Twenty times the pressure

If a solid obeys Hooke's law, twenty times the pressure takes away twenty times the volume. Sr2Rh loses 7.08 % of its volume at 3 GPa, so at 60 GPa it would have to lose 20 × 7.08 = 142 %. No body can lose more than all of its volume. The linear rule must therefore break down somewhere on the way, and the table shows where.

Cubic Sr2Rh (Fm-3m) relaxed under hydrostatic pressure at zero temperature, keeping its symmetry, with Ansatz 0.2.0: PBEsol, scalar-relativistic plane-wave PAW, no spin polarisation, cutoff 420 eV, Gaussian smearing of 0.1 eV. Changes are relative to the cell relaxed at zero pressure (conventional a = 7.193 Å, 31.01 Å³ per atom); energies are extrapolated to zero smearing.

```
applied pressure (GPa)    k mesh  volume change (%)  a change (%)  energy change (meV/atom)
                    -3  10×10×10              10.97          3.53                      34.0
                     3  10×10×10              -7.08         -2.42                      19.4
                     8  10×10×10             -15.20         -5.35                     103.4
                    15  12×12×12             -22.73         -8.24                     265.4
                    30  12×12×12             -32.38        -12.23                     672.1
                    60  12×12×12             -42.43        -16.81                    1513.3
```

The linear rule, worked through

The simplest picture of a compressed crystal is a spring whose stiffness never changes. Its volume change ΔV, in per cent of the relaxed volume, is then proportional to the applied pressure P. The slope comes from the two rows nearest to zero pressure:

slope = (−7.08 − 10.97) / 6 = −3.01 % per GPa

At 15 GPa this gives

ΔV = −3.01 × 15 = −45 %

The calculation finds −22.73 %, so the rule overstates the compression by a factor of two. At about 33 GPa it leaves no volume at all, whereas the computed crystal keeps 58 % of its volume even at 60 GPa. The rows at −3 and 3 GPa supplied the slope, so the fair test lies in the other four, and the rule overstates the compression in each. The printed output after this text has the comparison for every row.

Recognising the failure early

High pressure is not needed to see the trouble. A spring answers equal pull and push with equal changes, but this crystal grows by 10.97 % under a tension of 3 GPa and shrinks by only 7.08 % under the same pressure. It is softer when stretched and stiffer when squeezed.

A second sign needs only one row and the relaxed volume. In a spring the force builds up evenly from zero, so its mean is half the final force, and the stored energy is half of final pressure times volume change. In Sr2Rh the energy change amounts to 0.47 of pressure times volume change at 3 GPa and falls to 0.31 at 60 GPa. More of the volume loss comes early, while the pressure is still low. Under tension the share lies slightly above one half, because the crystal yields most when the pull is already near its full strength.

Why the crystal stiffens

The volume at zero pressure is a balance between two tendencies. Bonding draws the atoms together, and its pull changes rather gently with distance. Against it stands the cost of confining electrons: their kinetic energy rises as the space shrinks, and the Pauli principle forbids the filled shells of neighbouring atoms to occupy the same states. This cost climbs much more steeply than the bonding energy as the atoms approach.

The resistance to compression measures how quickly this balance tilts. The energy curve of a spring also grows steeper as it is squeezed, but at an even rate. The repulsive wall steepens faster and faster, so each further bit of volume costs a larger rise in pressure than the last. In the calculation the Sr–Rh distance falls from 3.11 Å in the relaxed crystal to 2.59 Å at 60 GPa. When the crystal is stretched, the wall recedes and the bonding weakens. The energy curve then bends less, and the same extra pull opens up more volume. This account is standard physics; the table shows the stiffening but does not divide the energy into bonding and repulsion.

How fast it stiffens

The bulk modulus is the pressure needed per fractional loss of the volume that the crystal has at that moment. Its mean is 34 GPa between −3 and 3 GPa, and 186 GPa between 30 and 60 GPa. The rise is thus a real stiffening and not merely the effect of quoting percentages of the original, larger volume.

The early rise gives a useful measure. The step from 3 to 8 GPa has a mean modulus of 55 GPa and is centred at 5.5 GPa, while the first step is centred at zero:

(55 − 34) / 5.5 ≈ 4

Each GPa of pressure thus adds about 4 GPa of stiffness at first. Many solids have a similar value; a steeper repulsive wall tends to make it larger. With a value near 4, the modulus doubles once the pressure reaches about a quarter of its starting value, here roughly 9 GPa. A softer crystal should therefore leave the straight line at a lower pressure, and a harder one at a higher pressure.

What this means in use

A single compressibility serves only while the pressure is small compared with the bulk modulus. Even at 3 GPa, less than a tenth of the modulus, the linear estimate is 27 % larger than the computed compression. Beyond that, an equation of state whose modulus grows with pressure is the proper tool.

The comparison judges the linear rule, with the density functional result as the yardstick; it does not judge the functional. Each relaxation also kept the cubic symmetry. No other structure was tried, so the curve describes this cubic form alone and does not show that the form is stable at any of these pressures. The PAW datasets were made for the PBE functional, not for PBEsol, and their accuracy at the short distances reached at 60 GPa was not tested.

Numerical output:

```
volume change per GPa between -3 and 3 GPa, % of the original volume: -3.008
pressure at which the linear estimate leaves no volume, GPa: 33.24
volume left at 60 GPa in the calculation, % of the original: 57.57
expansion at -3 GPa over compression at 3 GPa, ratio: 1.549
energy change at -3 GPa over that at 3 GPa, ratio: 1.753
Constant compressibility against the calculation:
  row  linear estimate of volume change in %  estimate less computed in % points  estimate over computed
   -3                                  9.025                              -1.945                  0.8227
    3                                 -9.025                              -1.945                   1.275
    8                                 -24.07                              -8.867                   1.583
   15                                 -45.12                              -22.39                   1.985
   30                                 -90.25                              -57.87                   2.787
   60                                 -180.5                              -138.1                   4.254
Each step from the row before:
  row  loss of original volume in % per GPa  mean bulk modulus of the step in GPa
    3                                 3.008                                  33.8
    8                                 1.624                                 54.68
   15                                 1.076                                 75.28
   30                                0.6433                                 112.4
   60                                 0.335                                 186.4
Signs of a lopsided well:
  row  energy share of P times volume change  same with reached pressure  energy over squared volume change in meV per atom per %^2  Sr-Rh distance in angstrom
   -3                                 0.5338                      0.5439                                                     0.2825                       3.225
    3                                 0.4719                      0.4754                                                      0.387                       3.039
    8                                 0.4393                      0.4397                                                     0.4475                       2.948
   15                                 0.4022                      0.4028                                                     0.5137                       2.858
   30                                 0.3575                      0.3569                                                      0.641                       2.734
   60                                 0.3071                      0.3072                                                     0.8406                       2.591
bulk modulus of the last step over that of the first, ratio: 5.516
loss of original volume per GPa in the first step over that in the last, ratio: 8.98
```
